## Question

I have counterpoise-corrected interaction energies for six pairs of molecules, lettered A to F, and a list of the six candidates. In each candidate the dot separates the two molecules, and the first fragment stands on the left.

Gas-phase singlet pairs of neutral, frozen molecules, computed with PySCF 2.14.0 at the r2SCAN/aug-cc-pVDZ level. Interaction energies are counterpoise-corrected and exclude the D3(BJ) dispersion correction, which is listed separately. Electron transfer is from Hirshfeld charges and is positive when the second fragment gains electrons. Candidates: F.C=CC=C, F.FCF, O.C[SiH3], [C-]#[O+].[GeH4], [SiH3]F.NC=O, NC=O.[AsH3].

| row | interaction energy (kcal/mol) | dispersion correction (kcal/mol) | electrons to second fragment (e) | electrons displaced (e) |
| --- | --- | --- | --- | --- |
| A | -1.200 | -0.510 | 0.023 | 0.111 |
| B | 7.330 | -0.370 | -0.018 | 0.071 |
| C | -0.990 | -0.260 | 0.007 | 0.048 |
| D | -2.870 | -0.120 | -0.012 | 0.058 |
| E | -4.650 | -0.310 | -0.050 | 0.158 |
| F | -6.440 | -0.590 | -0.016 | 0.142 |

The inputs give one more clue that the table leaves out, the number of atoms in the first fragment. It is six in A, three in C, five in F, and two in each of B, D and E.

Which row belongs to which pair, and how sure can one be? I hoped that the electron columns would decide it, with strong binding wherever many electrons move. But B is repulsive and still displaces more electrons than D, which is bound. Is counting electrons the wrong way to judge the strength of a contact?

## Answer

Three rows can be assigned by counting atoms, and the other three need physics. Electron counts help to tell which molecule is the donor, but they are a poor measure of binding.

**What the atom counts settle**

Fluorosilane has five atoms, formamide six and water three. Each is the only first fragment in the list of candidates with that number of atoms, and the inputs give five atoms for F, six for A and three for C. So F is fluorosilane with formamide, A is formamide with arsine, and C is water with methylsilane. These assignments are certain, but they say nothing yet about the forces.

The energies would have been much less helpful. A and C differ by only 0.21 kcal/mol in interaction energy, too little to tell such different pairs apart when the geometries are not equilibrium structures of the functional. Without the atom counts, I would have called these two ambiguous by energy and looked at the dispersion correction, which is about twice as large in A.

**The repulsive row**

B, D and E remain, each with a first fragment of two atoms. The candidates are hydrogen fluoride with butadiene, hydrogen fluoride with difluoromethane, and carbon monoxide with germane. Adding the dispersion correction to the interaction energy gives −2.99 kcal/mol for D and −4.96 for E. For B the sum is $7.33-0.37=6.96$ kcal/mol, so this pair is pushed apart.

Consider what could hold carbon monoxide and germane together. Carbon monoxide has a very small dipole, and tetrahedral germane has none. Neither is a strong electron donor or acceptor towards the other, so dispersion would have to supply much of any attraction. In D and E, however, the dispersion correction is only about 4 and 6 % of the total binding. The correction is not the whole of the dispersion, because r2SCAN already describes part of it at short range, but so small a share still suggests that something else helps to hold these pairs.

D and E therefore look like pairs with a polar contact, and hydrogen fluoride provides one. Its hydrogen carries a positive charge and has little electron density around it, so it can come close to a region rich in electrons. That leaves B for carbon monoxide with germane. This assignment is an inference, but a firm one, because the alternative would require several kcal/mol of attraction from a nearly non-polar pair.

**Two partners of hydrogen fluoride**

Energy alone is not a safe guide to D and E. Both would be hydrogen bonds from the same donor, and their strength depends on the distance and angle at which the molecules were held. The dispersion correction is more useful, because it responds strongly to how easily the partner's electron cloud can be deformed.

The reasoning behind this is short. A momentary dipole on one molecule produces a field that falls off as $1/R^3$ with the separation $R$. The field induces a dipole on the other molecule in proportion to its polarisability, and the energy of the two dipoles brings in a second factor of $1/R^3$. Since the size of the momentary dipoles also grows with the polarisability of the first molecule, the attraction behaves roughly as

$$|E_\mathrm{disp}| \propto \frac{\alpha_1\alpha_2}{R^6},$$

where $\alpha_1$ and $\alpha_2$ are the polarisabilities of the two fragments.

For D and E, $\alpha_1$ belongs to hydrogen fluoride in both cases and cancels in the ratio. Rough recalled polarisabilities are 8.6 Å³ for butadiene and 2.7 Å³ for difluoromethane. If the difference in distance is ignored, butadiene should have $8.6/2.7\approx3.2$ times the dispersion. The corrections of E and D stand in the ratio $0.31/0.12\approx2.6$, which fits E as butadiene and D as difluoromethane.

The electron transfer points the same way. A negative value in this column means that the second fragment loses electrons to the first. In E the partner gives 0.050 electrons to hydrogen fluoride, about four times as many as in D. Butadiene has loosely held π electrons to offer, whereas the lone pairs of fluorine in difluoromethane are held tightly. I regard this pair of assignments as well supported, though less certain than those fixed by atom counts.

**The labels**

The rows are, from A to F: formamide with arsine, carbon monoxide with germane, water with methylsilane, hydrogen fluoride with difluoromethane, hydrogen fluoride with butadiene, and fluorosilane with formamide.

The rows with their labels:

| system | geometry level | atoms in first fragment | interaction energy (kcal/mol) | dispersion correction (kcal/mol) | electrons to second fragment (e) | electrons displaced (e) |
| --- | --- | --- | --- | --- | --- | --- |
| [SiH3]F.NC=O | not relaxed | 5 | -6.440 | -0.590 | -0.016 | 0.142 |
| F.C=CC=C | GFN2-xTB | 2 | -4.650 | -0.310 | -0.050 | 0.158 |
| F.FCF | GFN2-xTB | 2 | -2.870 | -0.120 | -0.012 | 0.058 |
| NC=O.[AsH3] | GFN2-xTB | 6 | -1.200 | -0.510 | 0.023 | 0.111 |
| O.C[SiH3] | not relaxed | 3 | -0.990 | -0.260 | 0.007 | 0.048 |
| [C-]#[O+].[GeH4] | GFN2-xTB | 2 | 7.330 | -0.370 | -0.018 | 0.071 |

The dispersion argument can now be tried on all six pairs. I replaced the distance factor by a single constant $k$, so that $|E_\mathrm{disp}|\approx k\,\alpha_1\alpha_2$, and fitted $k$ by least squares to the six corrections. With rough recalled polarisabilities this gives $k\approx0.028$ kcal/mol per Å⁶. For hydrogen fluoride with butadiene the estimate is $0.028\times0.8\times8.6\approx0.19$ kcal/mol, against a computed 0.31. This row was part of the fit and is its worst case.

The typical miss is 0.08 kcal/mol, for corrections that run from 0.12 to 0.59. That is good enough to tell large from small, but not to order close neighbours. Multiplying the numbers of atoms instead does somewhat worse, and it gives the same value for carbon monoxide with germane as for hydrogen fluoride with difluoromethane, although their corrections differ threefold. The success of polarisabilities is no independent test of the theory, since the correction is itself built from attractions between pairs of atoms.

**Why carbon monoxide and germane repel here**

The positive energy belongs to the geometry in which the pair was held. The carbon atom sits 2.59 Å from germanium, roughly 1.2 Å inside the sum of their van der Waals radii. The structure came from the semi-empirical GFN2-xTB method, while the energy came from r2SCAN, and the two evidently disagree about how close these molecules should be.

At such a distance the filled orbitals of the two molecules overlap strongly. Electrons of like spin cannot share the same region freely, so the orbitals must adjust to remain orthogonal, which raises their kinetic energy. This Pauli repulsion grows steeply as the molecules approach. It is the standard explanation for a positive energy between compressed closed shells, although the table does not list it as a separate contribution.

A hydrogen bond also involves overlap, but there the attraction between opposite charges can pay for it. Carbon monoxide and germane have little attraction between permanent charges. Their overlapping electron clouds do gain some energy from the nuclei of the other molecule, but evidently not enough, and a dispersion correction of 0.37 kcal/mol is far too small to make up the difference. The result shows that this arrangement is unfavourable. It does not show that the two molecules would repel at a larger distance.

**Why moving electrons is not the same as binding**

The column of displaced electrons measures how much density changes place when the two molecules are brought together. This includes movement within each molecule as well as between them. Density shifts when a neighbour's field polarises a molecule, and it also shifts when Pauli repulsion pushes electrons out of the overlap region. The first process accompanies attraction and the second accompanies repulsion, yet both add to the same count.

An important part of the attraction, on the other hand, needs no displacement at all. The charge distributions of two polar molecules attract each other even if both stay exactly as they were in isolation. A pair can therefore gain much energy while its density hardly changes.

Formamide with arsine shows the difference. It displaces 1.9 times as many electrons as hydrogen fluoride with difluoromethane, but has only 0.57 times its total binding. Its oxygen lies 2.80 Å from arsenic, about 0.6 Å inside the rough van der Waals sum. A likely reading is that compression moves a good deal of density and at the same time cancels part of the attraction, but the calculation does not separate the two effects.

The net transfer is an even weaker guide. Across the six pairs, its size has a rank correlation of only 0.2 with the total binding, compared with 0.66 for the displaced electrons, and neither figure means much with so few rows. The net value can also hide opposite flows. Fluorosilane with formamide displaces 0.142 electrons but transfers only 0.016, and its two contacts, which close a ring, may well donate in opposite directions.

The sign needs care too. In carbon monoxide with germane, 0.018 electrons move from germane to carbon monoxide, whereas the familiar picture of a carbon lone pair donating to germanium would suggest the reverse. That picture fits this geometry poorly, because the carbon monoxide is tilted and its lone pair does not point straight at germanium. Such small transfers depend on how the density is divided between atoms, here by the Hirshfeld scheme. I would use them as supporting evidence when the value is comparatively large and the chemistry agrees, as with butadiene. Even there, distance probably plays a part. The hydrogen of hydrogen fluoride lies closer to a carbon atom of butadiene than to the fluorine of difluoromethane, and a closer contact usually means more transfer.

**What carries over to a similar pair**

To judge a new pair, look first for a polar contact, such as an acidic hydrogen facing an electron-rich site. Then ask whether the molecules are far enough apart for that attraction to outweigh Pauli repulsion. Polarisabilities give a rough idea of which pairs need a large dispersion correction, though the constant fitted here belongs to this functional and these distances. Electron displacement comes last, as a sign that the molecules disturb each other, for better or worse.

The energies should not be read as a ranking of bond types. The fluorosilane and methylsilane pairs are unrelaxed starting structures, and the other four use semi-empirical geometries. A different distance could change the order.

The same restraint applies to electronics, where germane and methylsilane can serve as precursors and arsine as a source of dopant atoms. The arsine pair is bound here by 1.71 kcal/mol, about three times the thermal energy $k_\mathrm{B}T$ at 300 K. Whether such pairs form in a gas line also depends on the entropy lost when two molecules join, which is not included. Film growth and doping depend on breaking and forming chemical bonds at a surface, and these weak gas-phase contacts do not describe that.
